**Q:** I grow aluminium nitride films, and I want to know at which crystal momentum the band gap sits. How do I read it from a list of corners?

Kohn-Sham bands of AlN (space group P6₃mc, four atoms per cell), calculated with Ansatz 0.2.0 using r2SCAN, scalar-relativistic PAW and a 500 eV plane-wave cutoff. The cell is unrelaxed and the run has no spin polarization, a 9×9×5 k-mesh and Fermi-Dirac filling of width 0.1 eV. Band v1 is the highest filled band and c1 the lowest empty one.

| k-point | coordinates (reciprocal vectors of the computed cell, not always the standard one) | band v3 (eV from the Fermi level) | band v2 (eV from the Fermi level) | band v1 (eV from the Fermi level) | band c1 (eV from the Fermi level) | band c2 (eV from the Fermi level) | c1 less v1 (eV) |
| --- | --- | --- | --- | --- | --- | --- | --- |
| Gamma | 0 0 0 | -2.76 | -2.76 | -2.53 | 2.34 | 4.98 | 4.87 |
| M | 0.5 0 0 | -4.68 | -4.30 | -3.25 | 3.92 | 4.03 | 7.17 |
| K | 0.333 0.333 0 | -5.06 | -4.94 | -4.94 | 3.16 | 6.61 | 8.10 |
| A | 0 0 0.5 | -3.11 | -3.11 | -3.11 | 4.69 | 4.69 | 7.80 |
| L | 0.5 0 0.5 | -4.04 | -3.93 | -3.93 | 3.46 | 3.46 | 7.39 |
| H | 0.333 0.333 0.5 | -6.46 | -3.35 | -3.35 | 5.62 | 5.62 | 8.97 |

**A:** Compare the highest filled level anywhere with the lowest empty level anywhere. Band v1 is the highest filled band and c1 the lowest empty one; v2 and v3 lie below v1, and c2 above c1. Here both edges are at Gamma, so the gap is direct, 4.87 eV in this calculation. Corners alone can miss an edge that lies between them, so check a full mesh as well; the mesh of this run also has both edges at Gamma. The column "c1 less v1" at the other corners is a vertical separation, which isn't the gap.

**Q:** Can I take 4.87 eV as the real gap?

**A:** No. A semilocal functional usually gives gaps that are too small, and the measured gap is roughly 6 eV, a recalled value. What I would use is the pattern: from v1 at Gamma, the cheapest step to c1 at another corner leads to K and costs 5.69 eV, clearly more than the direct one.

**Q:** I would have guessed that the two edges repel each other, and that they do so more strongly away from Gamma. Isn't that enough?

**A:** If that were all, they would move by equal amounts. On going from Gamma to K, v1 falls by 2.41 eV and c1 rises by only 0.82 eV. On going to A, v1 falls by 0.58 eV and c1 rises by 2.35 eV. Each edge needs its own explanation.

**Q:** Start with the filled side. What decides how high v1 lies?

**A:** The top filled bands of this nitride are built mainly from nitrogen 2p orbitals. The label of a corner tells how the phase of the wave changes from cell to cell, and at Gamma it doesn't change. In the highest levels there, the two nitrogen atoms of one cell are in phase as well. Two equal p orbitals that point at each other then meet with lobes of opposite sign. That contact is antibonding and raises the energy, so a level is high when many head-on contacts are in phase.

Side-on contacts work the other way, because in phase they join lobes of equal sign, but they are much weaker. Gamma has the largest number of in-phase head-on contacts, and in this picture that is why the valence edge lies there.

**Q:** Why is K so deep, then?

**A:** At K the phase turns by a third of a circle between neighbouring nitrogen atoms in a layer. In the model below, the highest level there is made of upright p orbitals, which point along the hexagonal axis. They touch their neighbours in the layer only side-on. Their contacts with the next layer come in threes, with phases spread evenly round the circle, and these cancel. No head-on contact is left to hold the level up. The in-plane orbitals lie lower still, because their head-on contacts are bonding on balance.

**Q:** H has the same phases within the layer, yet v1 is 1.59 eV higher there. What changes?

**A:** From K to H the wave gains a change of sign from one cell to the next along the axis. The line between nitrogen atoms in adjacent layers is slanted, so an upright orbital also touches the in-plane orbitals of the next layer. At K the contributions from the layers above and below cancel; at H the change of sign makes them add. The upright and in-plane levels mix and push each other apart, and the upper result is v1 at H.

**Q:** Can this be turned into numbers?

**A:** Yes. Put nitrogen p orbitals on an ideal close-packed hexagonal lattice, where each atom has twelve nitrogen neighbours, and write

E = E₀ + h·σ + s·π

Here E is the level measured from the Fermi level, and E₀ is the energy of a p orbital without contacts on the same scale. The energies σ and π belong to one head-on and one side-on contact. The numbers h and s count these contacts, each weighted by its direction and phase. The counts follow from the lattice alone; at Gamma they are h = 4 and s = 8.

The three energies were fitted to the six values of v1, which gave E₀ = −5.30 eV, σ = 0.92 eV and π = −0.13 eV. The signs are those of the picture: head-on contacts in phase raise a level, side-on ones lower it.

**Q:** Please work one level through, preferably one that wasn't fitted.

**A:** Take v3 at H. It belongs to the in-plane orbitals that are left out of the mixing, so only the six neighbours in the layer count. For an in-plane p orbital, their directions add up to three head-on and three side-on contacts. A phase of a third of a circle multiplies each by −½, the cosine of that angle, so h = −1.5 and s = −1.5.

The energy is −5.30 − 1.5 × 0.92 + 1.5 × 0.13 = −6.48 eV, and the table has −6.46 eV. This level is low because its head-on contacts are mostly out of phase, which makes them bonding. It also explains the wide space between v1 and v3 at H.

**Q:** Does the model do as well everywhere?

**A:** No. It misses v3 over all six corners by 0.18 eV (root mean square), though at A this isn't an independent test, because v3 equals v1 there. The largest miss is v2 at M, which comes out 0.40 eV too high. At K it puts v3 0.37 eV too low and so exaggerates the small step below v1. The printed analysis after this exchange has the fit and the comparison level by level.

I wouldn't read σ and π as properties of a bare pair of nitrogen atoms. They absorb the paths that run through aluminium, and with six fitted values an error in one can be offset by the other.

**Q:** At Gamma one level stands above a pair, but at A the top three are equal. Is it the same set of states?

**A:** Only in part. The single level at Gamma is known to be the upright p state, split off by 0.23 eV, probably mainly because the real cell departs from the ideal shape. The model has an ideal lattice and makes all three equal. On the way to A the contacts between layers cancel, and the upright state, whose head-on contacts all run between layers, drops far down.

The in-plane pair keeps its head-on contacts within the layers and falls by only 0.35 eV. It becomes the top at A. The change in v1 is therefore 0.23 + 0.35 = 0.58 eV, and it connects two different kinds of state. The equal energies at A are genuine: without spin-orbit coupling, the screw axis and time reversal force levels into pairs at A, L and H. At A this doubles the in-plane pair, so four levels meet, of which the table lists three.

**Q:** And M and L?

**A:** At M there are rows of nitrogen atoms along which the phase stays the same. The p orbital that points along such a row keeps head-on contacts both in its layer and between layers, so v1 stays fairly high. At L the part between layers cancels, and v1 drops from −3.25 to −3.93 eV. Another pair of levels lies only 0.11 eV lower there, too close for the model to settle which orbital is on top.

**Q:** Now the empty side. Why is c1 lowest at Gamma?

**A:** Here the argument is theory, since I have no orbital analysis of c1 at the separate corners. At Gamma the lowest empty state is s-like, with the same phase on every aluminium atom. A nitrogen p orbital sees aluminium on both sides of it, and the overlaps with its two lobes cancel in an ideal tetrahedron. The filled p levels therefore can't push this state up. At other corners the phases differ, the cancellation can fail, and the empty state is then pushed up. The nitrogen 2s levels work against this, since they push hardest at Gamma. They lie much deeper than the p levels, which weakens their push, so the argument favours Gamma but doesn't prove it.

**Q:** Does that also give the order of the other corners?

**A:** No. A model with one s orbital on each aluminium atom, coupled only to its nearest aluminium neighbours, would have c1 equal at K and H, but the table has H 2.46 eV higher. It would also make c1 and c2 meet at K, where they are 3.45 eV apart.

Free electrons in the same cell offer a hint about K. Eight bands are filled, so c1 corresponds to the ninth free-electron level, and this is lowest at K, where nine fairly long waves fit. But that picture puts K almost 8 eV below Gamma, whereas c1 at K is above Gamma. I take it as a possible reason why K has the lowest c1 after Gamma. It also puts H well above K, as in the table, but not above M and A, so it doesn't explain why c1 is highest at H.

**Q:** What should I carry over to another crystal with this structure?

**A:** Where the top filled bands are again built from the p orbitals of one element, ask which of them still meet head-on in phase at the corner in question. Those counts belong to the arrangement of the atoms, while the strength of each contact belongs to the compound. For the empty bands I would calculate every corner, because the argument for Gamma doesn't tell how low K or another corner may lie.

Output of the analysis:

```
fit of v1 on 6 rows: constant -5.297 +/- 0.21, coefficient of head1 0.9216 +/- 0.1, coefficient of side1 -0.1299 +/- 0.031; rms 0.106, worst A 0.188, leave-one-out rms 0.271
Nitrogen p model in eV from the Fermi level:
    row  v1_model  v2_model  v2_miss  v3_model   v3_miss
  Gamma     -2.65     -2.65   0.1099     -2.65    0.1099
      M    -3.194    -3.896   0.4044    -4.778  -0.09762
      K    -4.908    -4.908  0.03245    -5.433   -0.3733
      A    -2.922    -2.922   0.1878    -2.922    0.1878
      L    -3.986    -3.986  -0.0559    -4.081  -0.04054
      H     -3.45     -3.45  -0.1001    -6.485  -0.02491
rms miss of the model for v2, not fitted (eV): 0.1937
rms miss of the model for v3, not fitted (eV): 0.1819
Moves from Gamma in eV:
    row  v1_fall  c1_rise  free_electron_level_9
  Gamma        0        0                      0
      M     0.72     1.58                 0.8822
      K     2.41     0.82                 -7.768
      A     0.58     2.35                  1.518
      L      1.4     1.12                 -1.908
      H     0.82     3.28                -0.1777
direct separation at Gamma (eV): 4.87
from v1 at Gamma to c1 at K (eV): 5.69
single level above the pair at Gamma (eV): 0.23
fall of the pair from Gamma to the top set at A (eV): 0.35
v1 at H above v1 at K (eV): 1.59
v1 above v3 at H (eV): 3.11
v1 above v3 at L (eV): 0.11
c1 at H above c1 at K (eV): 2.46
c2 above c1 at K (eV): 3.45
```
